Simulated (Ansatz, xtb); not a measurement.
Ligand exchange: GeH3Br + SiH3(CH3) → GeH3(CH3) + SiH3Br

Species: GeH3Br `[GeH3][Br]`, singlet; SiH3(CH3) (methylsilane), singlet; GeH3(CH3) (methyl germane), singlet; SiH3Br `[SiH3]Br`, singlet. The partners trade Br for CH3: Ge–Br and Si–CH3 bonds give way to Ge–CH3 and Si–Br.

Shapes, held fixed at every level: PBE0-D4/def2-TZVP. Programs: Ansatz 0.2.0, xtb 6.7.1. The zero-point and thermal change to 298 K, harmonic and unscaled (PBE0-D4/def2-TZVP), is +0.3 kJ/mol.

```
              level                    kind  ΔH(298 K) (kJ/mol)  less CCSD(T)/def2-TZVPP
           GFN0-xTB          semi-empirical               -28.4                    -28.4
      HF/def2-TZVPP            Hartree–Fock                +7.8                     +7.8
BHLYP-D4/def2-TZVPP           global hybrid                +5.9                     +5.9
 wB97M-V/def2-TZVPP  range-separated hybrid                +3.2                     +3.2
 wB97X-V/def2-TZVPP  range-separated hybrid                +3.4                     +3.4
  B2PLYP/def2-TZVPP           double hybrid                +2.9                     +2.9
   CCSD(T)/def2-SVP   coupled cluster or CI                +4.7                     +4.7
 CCSD(T)/def2-TZVPP   coupled cluster or CI                 0.0                      0.0
```

The highest level, CCSD(T)/def2-TZVPP, gives ΔH(298 K) = 0.0 kJ/mol; the levels span -28.4 to +7.8. That is about zero within the method's error. They disagree on the sign: 7 of 8 are positive. The column of differences is taken from that level and isn't an error. No measured value is set beside it here. Relativity is left out for Br, Ge unless named. Correlated rows may include outer-core shells of Br, Ge, which these sets cover unevenly.

Bromine and methyl show almost no net preference between silicon and germanium. Silicon generally forms the stronger bond to either ligand, so what the exchange gains in making Si–Br it largely loses in giving up Si–CH3. The filled 3d shell of germanium, which screens the nuclear charge poorly, keeps its size and electronegativity close to those of silicon and helps this cancellation.

Electron correlation shifts the balance towards the products: in the same basis, Hartree–Fock gives +7.8 kJ/mol and coupled cluster 0.0. The density functionals all fall between these two. Enlarging the coupled-cluster basis from +4.7 to 0.0 matters about as much as the choice among the functionals, which suggests that polarisation and correlation around the heavier atoms are not yet saturated, and a slightly exothermic limit remains possible. The strong driving force from GFN0-xTB stands apart from every other level and probably reflects an imbalance in its parameters for the polar Si–Br and Ge–Br bonds, not a real affinity of silicon for bromine.
